A test board holds gate-dielectric capacitors under constant stress, and every device that breaks down is replaced by a new one from the same population. I want the expected number of replacements per socket up to time $t$, including the constant that survives beside the linear growth, and the mean remaining life of a device found in service long after the start.

## Premises and conventions

- **P1.** The lives $X_1,X_2,\dots$ in one socket are independent and identically distributed, with distribution $F$, survival function $\bar F=1-F$ and $F(0)=0$.
- **P2.** The socket holds a new device at $t=0$, and replacement takes no time.
- **P3.** $F$ has a density $f$, continuous on $t>0$ with finite $f(0^+)$ and piecewise continuous derivative, and for some $\beta>0$
$$C\equiv f(0^+)+\int_0^\infty e^{\beta t}|f'(t)|\,dt<\infty .$$

P3 is stronger than the limit needs. I adopt it because it allows a full proof with a rate of approach. It implies $f(t)\le\int_t^\infty|f'|\,du\le Ce^{-\beta t}$, so all moments exist. I write $\mu=E[X]$, $\sigma^2=\mathrm{Var}\,X$ and $\mu_2=E[X^2]=\mu^2+\sigma^2$.

Failure times are $S_n=X_1+\dots+X_n$ with $S_0=0$. $N(t)$ counts the $n\ge1$ with $S_n\le t$, so the first installation is not counted, and the renewal function is $M(t)=E[N(t)]$. The convolution is $(a*b)(t)=\int_0^t a(t-x)b(x)\,dx$ and the transform is $\tilde a(s)=\int_0^\infty e^{-st}a(t)\,dt$.

## The renewal equation

Since $N(t)=\sum_{n\ge1}\mathbf 1\{S_n\le t\}$ has non-negative terms, expectation and sum commute:
$$M(t)=\sum_{n\ge1}F_n(t),\qquad F_n(t)=P(S_n\le t).\tag{1}$$
The sum is finite. For any $\theta>0$, $\mathbf 1\{S_n\le t\}\le e^{\theta(t-S_n)}$, and independence gives $F_n(t)\le e^{\theta t}\tilde f(\theta)^n$ with $\tilde f(\theta)<1$. Hence $M(t)\le e^{\theta t}\tilde f(\theta)/[1-\tilde f(\theta)]$. The series converges uniformly on bounded intervals, so $M$ is continuous with $M(0)=0$, and it grows more slowly than any exponential, so $\tilde M(s)$ exists for $\mathrm{Re}\,s>0$.

Conditioning on $X_1=x$ leaves $n$ independent lives that must fit into $t-x$, so $F_{n+1}=F_n*f$. Summing over $n\ge1$ and adding $F_1=F$,
$$M(t)=F(t)+\int_0^t M(t-x)f(x)\,dx.\tag{2}$$
The kernel is $dF(x)=f(x)\,dx$; the shorthand $M=F+F*M$ holds only if its star denotes this Stieltjes convolution. With $\tilde F=\tilde f/s$ and the convolution theorem, (2) becomes $\tilde M=\tilde f/s+\tilde f\tilde M$, so
$$\tilde M(s)=\frac{\tilde f(s)}{s\,[1-\tilde f(s)]}.\tag{3}$$
The renewal density is $m=M'=\sum_n f_n$, with $f_n$ the density of $S_n$. Because $f\le C$, $f_n(t)\le CF_{n-1}(t)$ with $F_0=1$, so this series also converges uniformly on bounded intervals and $m$ is continuous. It obeys $m=f+f*m$, and $\tilde m=\tilde f/(1-\tilde f)$.

## Singularities of the transform

The bound $f\le Ce^{-\beta t}$ makes $\tilde f$ analytic for $\mathrm{Re}\,s>-\beta$, so (3) continues $\tilde M$ into that half-plane, with poles only at $s=0$ and at zeros of $1-\tilde f$. I locate these in four steps.

1. For $\mathrm{Re}\,s>0$, $|\tilde f(s)|\le\tilde f(\mathrm{Re}\,s)<1$: no zeros.
2. For $s=i\omega$ with $\omega\ne0$, $\mathrm{Re}[1-\tilde f]=\int_0^\infty(1-\cos\omega t)f(t)\,dt>0$, because $\cos\omega t=1$ only on a countable set, which a density gives zero probability: no zeros.
3. At $s=0$, $1-\tilde f$ vanishes with derivative $\mu>0$: a simple zero.
4. Integration by parts gives $s\tilde f(s)=f(0^+)+\int_0^\infty e^{-st}f'(t)\,dt$, so $|\tilde f(s)|\le C/|s|$ in the half-plane. For $|s|\ge2C$ then $|1-\tilde f|\ge1/2$ and $|\tilde M(s)|\le2C/|s|^2$.

Fix $\beta'<\beta$. By step 4 the zeros with $\mathrm{Re}\,s\ge-\beta'$ lie in a compact set, and zeros of an analytic function that is not identically zero are isolated, so they are finite in number. By steps 1 and 2 all but $s=0$ have negative real part. Thus some $\gamma$ with $0<\gamma\le\beta'$ exists such that $s=0$ is the only singularity of $\tilde M$ in $\mathrm{Re}\,s\ge-\gamma$.

## The asymptote

Take $s_0>0$. The function $e^{-s_0t}M(t)$, set to zero for $t<0$, is continuous and integrable, and by step 4 its Fourier transform $\tilde M(s_0+i\omega)$ is absolutely integrable. Fourier inversion therefore holds pointwise, which is the Bromwich formula
$$M(t)=\frac1{2\pi i}\int_{s_0-i\infty}^{s_0+i\infty}e^{st}\tilde M(s)\,ds .$$
I move the line to $\mathrm{Re}\,s=-\gamma$. The horizontal sides of the rectangle at $\mathrm{Im}\,s=\pm\Omega$ are bounded by $(s_0+\gamma)e^{s_0t}\,2C/\Omega^2$ and vanish as $\Omega\to\infty$. On the new line $|e^{st}|=e^{-\gamma t}$, so its integral is at most $Ke^{-\gamma t}$ with $K=(2\pi)^{-1}\int|\tilde M(-\gamma+i\omega)|\,d\omega<\infty$. What remains is the residue at $s=0$.

The Taylor coefficients of $\tilde f$ are the moments, $\tilde f=1-\mu s+\tfrac12\mu_2s^2+O(s^3)$, so
$$1-\tilde f=\mu s\left[1-\frac{\mu_2}{2\mu}s+O(s^2)\right].$$
With $\tilde f/(1-\tilde f)=1/(1-\tilde f)-1$,
$$\tilde M(s)=\frac1{s(1-\tilde f)}-\frac1s=\frac1{\mu s^2}+\left(\frac{\mu_2}{2\mu^2}-1\right)\frac1s+O(1).$$
Multiplying by $e^{st}=1+st+\dots$ and collecting the $1/s$ terms gives the residue $t/\mu+\mu_2/(2\mu^2)-1$. Inserting $\mu_2=\mu^2+\sigma^2$,
$$M(t)=\frac t\mu+c+r(t),\qquad c=\frac{\sigma^2-\mu^2}{2\mu^2},\qquad|r(t)|\le Ke^{-\gamma t}.\tag{4}$$
The statement is about the difference: $M(t)-t/\mu\to c$. With the coefficient of variation $v=\sigma/\mu$ the intercept is $c=(v^2-1)/2$. It exceeds $-1/2$ for any density, it is zero for exponential lives, and it is positive for $v>1$.

The same argument handles $m$. The function $m-f=f*m$ is continuous, vanishes at $t=0$ and has transform $\tilde f^2/(1-\tilde f)$, which is $O(|s|^{-2})$ at large $|s|$ and has a simple pole at $s=0$ with residue $1/\mu$. Hence $m(t)=1/\mu+O(e^{-\gamma t})$, and $m$, being continuous with a finite limit, is bounded.

## Residual life

Let $R(t)=S_{N(t)+1}-t$ be the remaining life of the device in service at $t$.

**Mean.** I write $S_{N(t)+1}=\sum_{n\ge1}X_n\mathbf 1\{S_{n-1}\le t\}$, since device $n$ enters the sum exactly when it was installed by time $t$. The indicator depends only on $X_1,\dots,X_{n-1}$ and is independent of $X_n$. Therefore $E[S_{N(t)+1}]=\mu\sum_{n\ge1}P(S_{n-1}\le t)=\mu[1+M(t)]$, which is Wald's identity for this case. At every $t$,
$$E[R(t)]=\mu[1+M(t)]-t.\tag{5}$$
Inserting (4),
$$E[R(t)]\to\mu(1+c)=\frac{\mu^2+\sigma^2}{2\mu}.\tag{6}$$
Read backwards, (5) explains the intercept: $M(t)-t/\mu=E[R(t)]/\mu-1$. The count lags behind $t/\mu$ when the device in service has on average less than a fresh mean life left, because the wear it has accumulated has not yet produced its failure. As $R>0$, (5) also gives $M(t)>t/\mu-1$ for all $t$.

**Distribution.** $R(t)>x$ occurs if the first device outlives $t+x$, or if a replacement made at some $u\le t$ does. These cases are exclusive, so
$$P(R(t)>x)=\bar F(t+x)+\int_0^t\bar F(t+x-u)\,m(u)\,du.\tag{7}$$
Put $w=t-u$. The integrand $\bar F(x+w)m(t-w)$ tends to $\bar F(x+w)/\mu$ and is dominated by the integrable $\bar F(w)\sup m$, while the first term vanishes. Dominated convergence gives
$$P(R(t)>x)\to\bar G(x)=\frac1\mu\int_x^\infty\bar F(y)\,dy,\qquad g(x)=-\bar G'(x)=\frac{\bar F(x)}\mu.\tag{8}$$
The density $g$ is normalised since $\int_0^\infty\bar F\,dy=\mu$. Its mean, by parts, is $\mu^{-1}\int_0^\infty x\bar F\,dx=\mu^{-1}\int_0^\infty\tfrac12x^2f\,dx=\mu_2/(2\mu)$, the value in (6).

**Stationarity.** Let the first interval have density $g$ and the later ones density $f$. Its transform is $\tilde g=(1-\tilde f)/(\mu s)$. The failure density is $m_e=g+g*f+g*f*f+\dots$, so $\tilde m_e=\tilde g/(1-\tilde f)=1/(\mu s)$ and $m_e=1/\mu$ at all times. The analogue of (7) reads
$$P(R_e(t)>x)=\bar G(t+x)+\frac1\mu\int_x^{t+x}\bar F(y)\,dy=\bar G(x),$$
independent of $t$. So (8) is the stationary law and (6) the stationary mean residual life.

The age $A(t)$ of the device in service exceeds $x$ exactly when no failure fell in $(t-x,t]$, that is when $R(t-x)>x$. It has the same limiting law. Age and residual life add up to the life of the device found in service, whose stationary mean is thus $\mu_2/\mu=\mu(1+v^2)$, larger than $\mu$: a late inspection falls preferentially into a long life.

## Erlang-2 lives

Suppose that failure needs two successive events, for instance a precursor defect path and then its hard breakdown, each after an independent exponential wait with the same rate $\lambda$. This is a model chosen for its closed form. Convolving two exponentials gives
$$f(t)=\lambda^2te^{-\lambda t},\quad\bar F=(1+\lambda t)e^{-\lambda t},\quad\mu=\frac2\lambda,\quad\mu_2=\frac6{\lambda^2},\quad\sigma^2=\frac2{\lambda^2}.$$
P3 holds for any $\beta<\lambda$, as $f'=\lambda^2(1-\lambda t)e^{-\lambda t}$. With $v^2=1/2$, (4) and (6) predict $c=-1/4$ and a stationary residual life $3\mu/4=3/(2\lambda)$.

Here $\tilde f=\lambda^2/(s+\lambda)^2$ and $1-\tilde f=s(s+2\lambda)/(s+\lambda)^2$, so (3) gives
$$\tilde M=\frac{\lambda^2}{s^2(s+2\lambda)}=\frac\lambda{2s^2}-\frac1{4s}+\frac1{4(s+2\lambda)},$$
and term by term
$$M(t)=\frac{\lambda t}2-\frac14+\frac14e^{-2\lambda t},\qquad m(t)=\frac\lambda2\left(1-e^{-2\lambda t}\right).\tag{9}$$
The slope and the intercept are those of (4), and the remainder is known exactly, $r=e^{-2\lambda t}/4$. The double pole of $\tilde f$ at $-\lambda$ cancels in $\tilde M$, so the decay rate $2\lambda=4/\mu$ is faster than the general proof, limited to $\gamma<\lambda$, could promise. From (5),
$$E[R(t)]=\frac3{2\lambda}+\frac{e^{-2\lambda t}}{2\lambda},\tag{10}$$
which starts at $\mu$ and falls to $3\mu/4$.

A second route uses no transform. The stage events in a socket form a Poisson process of rate $\lambda$, and every second one is a failure. With $K_t$ Poisson of mean $a=\lambda t$, $N=(K_t-J)/2$, where $J=[1-(-1)^{K_t}]/2$ equals one for odd $K_t$. From $E[(-1)^{K_t}]=e^{-a}\sum_k(-a)^k/k!=e^{-2a}$ follows $E[J]=(1-e^{-2a})/2$ and $M=a/2-(1-e^{-2a})/4$, which is (9). For even $K_t$ two stages remain, with mean $2/\lambda$, and for odd $K_t$ one, with mean $1/\lambda$; weighting with $(1\pm e^{-2a})/2$ returns (10). At late times both parities have probability one half, and indeed (8) gives $\bar G=(1+\lambda x/2)e^{-\lambda x}$, the equal mixture of $e^{-\lambda x}$ and $\bar F(x)$.

This route also yields the scatter. $E[K_t(-1)^{K_t}]=-ae^{-2a}$ gives $\mathrm{Cov}(K_t,(-1)^{K_t})=-2ae^{-2a}$ and $\mathrm{Cov}(K_t,J)=ae^{-2a}$, while $\mathrm{Var}\,J=E[J](1-E[J])=(1-e^{-4a})/4$. Then
$$\mathrm{Var}\,N=\frac a4-\frac a2e^{-2a}+\frac{1-e^{-4a}}{16}.\tag{11}$$

## Range of validity

**Tails and smoothness.** P3 covers gamma and Weibull laws of shape at least one. It excludes the lognormal law, commonly used for electromigration lives, whose tail is heavier than any exponential, and Weibull laws of shape below one. For these I rely on Smith's key renewal theorem, quoted and not proved here: for any non-lattice $F$ with finite $\sigma^2$, $M(t)-t/\mu\to c$ and (6) still hold, without an exponential rate. Identity (5) needs only finite $\mu$. The approach can be slow. Integrating (7) over $x$ gives $E[R(t)]=h(t)+(h*m)(t)$ with $h(t)=\int_t^\infty\bar F\,dy$, and the limit is $\mu^{-1}\int_0^\infty h\,dt$. The part of this integral beyond $t$ is absent at finite $t$ and enters $M$ as $-\mu^{-2}\int_t^\infty h\,du$. For $\bar F=e^{-\sqrt{t/\eta}}$ one has $\mu=2\eta$, $\mu_2=24\eta^2$ and $c=2$, and at $t=5\mu$ this piece has magnitude 0.95, while $h/\mu=0.18$. The third term of the remainder $r=M-t/\mu-c$ is $\mu^{-1}\int_0^t h(w)[m(t-w)-1/\mu]\,dw$, and I obtain it from the exact transform. With $\eta=1$, $\tilde f(s)=\sqrt\pi\,\zeta\,e^{\zeta^2}\mathrm{erfc}\,\zeta$ with $\zeta=1/(2\sqrt s)$. The law is a mixture of exponentials, so $\mathrm{Im}\,\tilde f\ne0$ off the real axis, $1-\tilde f$ has no zeros there, and the Bromwich line folds onto the cut along $s<0$. At $s=-1/(4b^2)$, $\tilde f=2bD(b)\mp i\sqrt\pi\,be^{-b^2}$ above and below the cut, with Dawson's function $D(b)=e^{-b^2}\int_0^be^{y^2}dy$. The point $s=0$ supplies $t/\mu+c$ and the cut supplies
$$r(t)=-\frac2{\sqrt\pi}\int_0^\infty\frac{e^{-b^2-t/(4b^2)}}{[1-2bD(b)]^2+\pi b^2e^{-2b^2}}\,db ,$$
which equals $-2=-c$ at $t=0$, as $M(0)=0$ requires. At $t=5\mu$ quadrature gives $r=-0.35$, so the third term, taken as the difference of the unrounded values, is $+0.43$ and cancels part of the missing tail. The remainder there is still 17 % of the intercept.

**Infinite variance.** The slope $1/\mu$ survives, but $M-t/\mu$ and $E[R(t)]$ grow without bound.

**Lattice lives.** If all lives are multiples of a span $d$, step 2 fails at $\omega=2\pi/d$ and $M-t/\mu$ oscillates for ever. For $\sigma=0$, $M=\lfloor t/\mu\rfloor$, a sawtooth about the line whose time average, $-1/2$, is the formal value of $c$.

**Narrow laws.** They inherit slowly damped oscillations. For Erlang-$k$, $\tilde f=(1+s/\lambda)^{-k}$, $\mu=k/\lambda$ and $v^2=1/k$. The poles of $\tilde M$ are $s_j=\lambda(e^{2\pi ij/k}-1)$, and for $k\ge2$ the slowest decay rate obeys $\gamma_k\mu=k[1-\cos(2\pi/k)]$, which tends to $2\pi^2v^2$ at large $k$. It is 4 for $k=2$ and 0.785 for $k=25$. The asymptote requires $\gamma_kt\gg1$, and $t\gg\mu$ alone does not ensure it when $v$ is small.

**Shape sensitivity.** The intercept needs the second moment of the whole law. Erlang-2 has $F\approx(\lambda t)^2/2$ at early times, a slope of 2 on a Weibull plot, yet the Weibull law of shape 2 has $v^2=4/\pi-1=0.273$ and $c=-0.363$. A lognormal law with log-standard deviation $w$ has $v^2=e^{w^2}-1$, so $c$ changes sign at $w=\sqrt{\ln2}=0.833$.

**P1 and P2.** Drift of stress or temperature, changing lots and repair that leaves damage behind all break P1. A fixed replacement time $\tau$ changes (3), for the count of failures, to $\tilde f/[s(1-e^{-s\tau}\tilde f)]$. The cycle has mean $\mu'=\mu+\tau$ and variance $\sigma^2$, the numerator is $1-\mu s+\dots$, and the same residue gives $t/\mu'+\tfrac12+\sigma^2/(2\mu'^2)-\mu/\mu'$. The loss in slope, about $t\tau/\mu^2$, equals $|c|$ at $t\approx|c|\mu^2/\tau$.

## Numerical illustration

I take the illustrative rate $\lambda=1.0\times10^{-6}\ \mathrm{s^{-1}}$, treated as exact, and a board of 200 independent sockets. All numbers below are the model's and describe no particular dielectric. Then $\mu=2.0\times10^6$ s, $\sigma=1.41\times10^6$ s, the stationary residual life is $1.5\times10^6$ s, and the device found in service has mean life $3.0\times10^6$ s.

| $t$ ($10^6$ s) | $t/\mu$ | $t/\mu-1/4$ | $M$, eq. (9) | $F$ | $E[R]$ ($10^6$ s) |
|---|---|---|---|---|---|
| 0.5 | 0.25 | 0 | 0.0920 | 0.0902 | 1.6839 |
| 1 | 0.50 | 0.25 | 0.2838 | 0.2642 | 1.5677 |
| 2 | 1.00 | 0.75 | 0.7546 | 0.5940 | 1.5092 |
| 4 | 2.00 | 1.75 | 1.7501 | 0.9084 | 1.5002 |
| 10 | 5.00 | 4.75 | 4.7500 | 0.9995 | 1.5000 |

At $t=\mu$ I test (9) against the defining series (1), with $F_n=P(K_t\ge2n)$ and $a=2$. The first five terms are 0.59399, 0.14288, 0.01656, 0.00110 and 0.00005, and their sum, 0.75458, equals (9) to five decimals. At this time the asymptote lies 0.61 % below the exact $M$, whereas $t/\mu$ alone lies 33 % above it. The remainder drops to 1 % of $|c|$ at $t=\ln100/(2\lambda)=2.30\times10^6$ s, or $1.15\,\mu$. In the first row the asymptote is useless and $M\approx F$ is the better estimate.

At $t=5\mu=1.0\times10^7$ s the board needs on average $200\times4.75=950$ replacements; the rate $1/\mu$ alone would give 1000, which is 5.3 % too many. Equation (11) with $a=10$ gives $\mathrm{Var}\,N=2.5625$, a standard deviation of 1.60 per socket, far above $|c|$. For the board it is $\sqrt{200\times2.5625}=22.6$, against a total intercept of $-50$, so the constant shows only in the sum over many sockets. A replacement time $\tau=3600$ s, $\tau/\mu=0.0018$, lowers the linear term by 0.0090 per socket and moves the intercept to $-0.2491$, a net change of $-1.6$ replacements on the board; it would rival the intercept only near $t\approx139\,\mu$. The model's answer for the board is therefore about 950 replacements with standard deviation 23, and a device in service then has on average $1.5\times10^6$ s left.